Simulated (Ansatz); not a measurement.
A series in volume scale on Cu

Results calculated with Ansatz 0.2.0, not measured. Free energy against uniform scaling of the volume at fixed shape and fractions; periodic cell, basis, potentials, k mesh and filling as listed.

The cell before it is scaled or strained (space group Fm-3m, No. 225):
```
cell vectors (Å)
   0.0000     1.8075     1.8075
   1.8075     0.0000     1.8075
   1.8075     1.8075     0.0000
atoms (fractions of the cell vectors)
Cu  0.00000  0.00000  0.00000
```

Settings of every row: functional PBE; dispersion none; potentials PAW; wave cutoff 489.8 eV; density cutoff 1959.2 eV; k mesh 13x13x13; k shift 0x0x0; occupations fermi dirac; smearing width 0.1 eV; spin none.

Limits: coarse k mesh, up to 40 meV an atom off.

| row | volume scale | V (Å³/atom) | energy above lowest point (meV/atom) |
| --- | --- | --- | --- |
| 1 | 0.94 | 11.102 | 30 |
| 2 | 0.96 | 11.338 | ? |
| 3 | 0.98 | 11.574 | 5 |
| 4 | 1 | 11.81 | 0.3 |
| 5 | 1.02 | 12.047 | 0 |
| 6 | 1.04 | 12.283 | 3.6 |
| 7 | 1.06 | 12.519 | 10.7 |

Question: what energy above lowest point should row 2 give?

Worked fit of energy above lowest point. Take u = (V_r/V)^(2/3) − 1 with V_r = 11.928 Å³ an atom, which is twice the finite (Eulerian) strain; such expansions in the strain, on which the Birch-Murnaghan equation of state is built, carry the rest volume and the bulk modulus. The shown rows have u = 0.04901, 0.02029, 0.00665, -0.0066, -0.01936, -0.03173. Least squares give energy above lowest point = −0.38 + 21.6 × u + 11887 × u² + 6520 × u³ meV/atom; a parabola predicts inner rows, each left out in turn, worse (root mean square 0.13 against 0.02 meV/atom). All shown rows lie on it to the printed digit. Its lowest point lies at u = -0.0009, or V = 11.94 Å³ an atom, and the curvature there gives the bulk modulus at fixed shape and fractions, B = (4/9)(1 + u)² E″(u)/V = 141 GPa. The withheld row has u = 0.0344, so the fit gives −0.38 + 21.6 × (0.0344) + 11887 × (0.0344)² + 6520 × (0.0344)³ = 14.7 meV/atom.

The calculation gave 14.7 meV/atom. The fit meets it to the printed digit.
